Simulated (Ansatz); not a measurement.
## From the elastic tensor of BP to moduli and sound speeds

These are results of DFT PBE0, scalar-relativistic, plane waves, PAW (Ansatz), not measurements. Settings: 420 eV plane-wave cutoff, Γ-centred 6×6×6 mesh, fixed occupations. No spin polarisation.

Symmetry: F-43m, No. 216, cubic system. Conventional cell: a = 4.525 Å, b = 4.525 Å, c = 4.525 Å, α = 90.00°, β = 90.00°, γ = 90.00°. B (site symmetry -43m) has 4 P at 1.96 Å as nearest neighbours. P (site symmetry -43m) is surrounded by 4 B at 1.96 Å.

The cell is the ideal cubic zincblende prototype.

Relaxed-ion constants (GPa, on the Cartesian axes of the calculation):
C11 = 366.2, C12 = 79.1, C13 = 79.1, C22 = 366.2, C23 = 79.1, C33 = 366.2, C44 = 199.3, C55 = 199.3, C66 = 199.3 GPa; the others vanish.

Density 2.995 g/cm³; 2 atoms in 23.17 Å³.

The values that follow are for a polycrystal of randomly turned grains, by Hill's mean where one number stands.

With S = C⁻¹: B_V = (C11+C22+C33+2(C12+C13+C23))/9, G_V = (C11+C22+C33−C12−C13−C23+3(C44+C55+C66))/15, 1/B_R = S11+S22+S33+2(S12+S13+S23), 15/G_R = 4(S11+S22+S33−S12−S13−S23)+3(S44+S55+S66); Hill is their mean. Then v_l = √((B+4G/3)/ρ), v_t = √(G/ρ), v_m = [(2/v_t³+1/v_l³)/3]^(−1/3) and Θ = (ħ/k_B)·v_m·(6π²n/V)^(1/3) for n atoms in the volume V; E = 9BG/(3B+G), ν = (3B−2G)/(2(3B+G)) and A^U = 5G_V/G_R + B_V/B_R − 6.

```json
{
  "Bulk modulus, Voigt / Reuss / Hill": "174.8 / 174.8 / 174.8 GPa",
  "Shear modulus, Voigt / Reuss / Hill": "177.0 / 172.5 / 174.8 GPa",
  "Young's modulus": "393 GPa",
  "Poisson ratio": "0.125",
  "Pugh ratio B/G": "1.00",
  "Universal anisotropy index": "0.13",
  "Longitudinal and transverse sound speeds": "11670 and 7640 m/s",
  "Debye temperature from the mean sound speed": "1101 K"
}
```

Cost: 1 run of about 27 core-minutes, on AMD EPYC 7571 (shared hosts).

Boron phosphide comes out as a stiff solid that resists shear as strongly as compression, with a Pugh ratio of 1.00 and a Poisson ratio of only 0.125. This reflects its bonding: boron and phosphorus differ little in electronegativity, so the short sp³ bonds are nearly nonpolar and strongly directional, and bending them costs much energy. That C44 lies far above C12 fits this picture, though the two need not be equal in this structure even for purely central forces, since the atoms do not sit at inversion centres.

The moderate anisotropy also follows from the tetrahedral network. C44 exceeds half the difference between C11 and C12, so a single crystal is stiffest in tension along the ⟨111⟩ bond directions and most compliant along the cube axes. Stiff bonds combined with light atoms explain the fast sound and the high Debye temperature.

The constants satisfy the cubic criteria for stability against small homogeneous strains. The low Pugh ratio suggests brittle behaviour, but neither fracture toughness nor the high thermal conductivity known for this compound follows from elastic constants alone, as these contain no information on crack growth or phonon scattering.
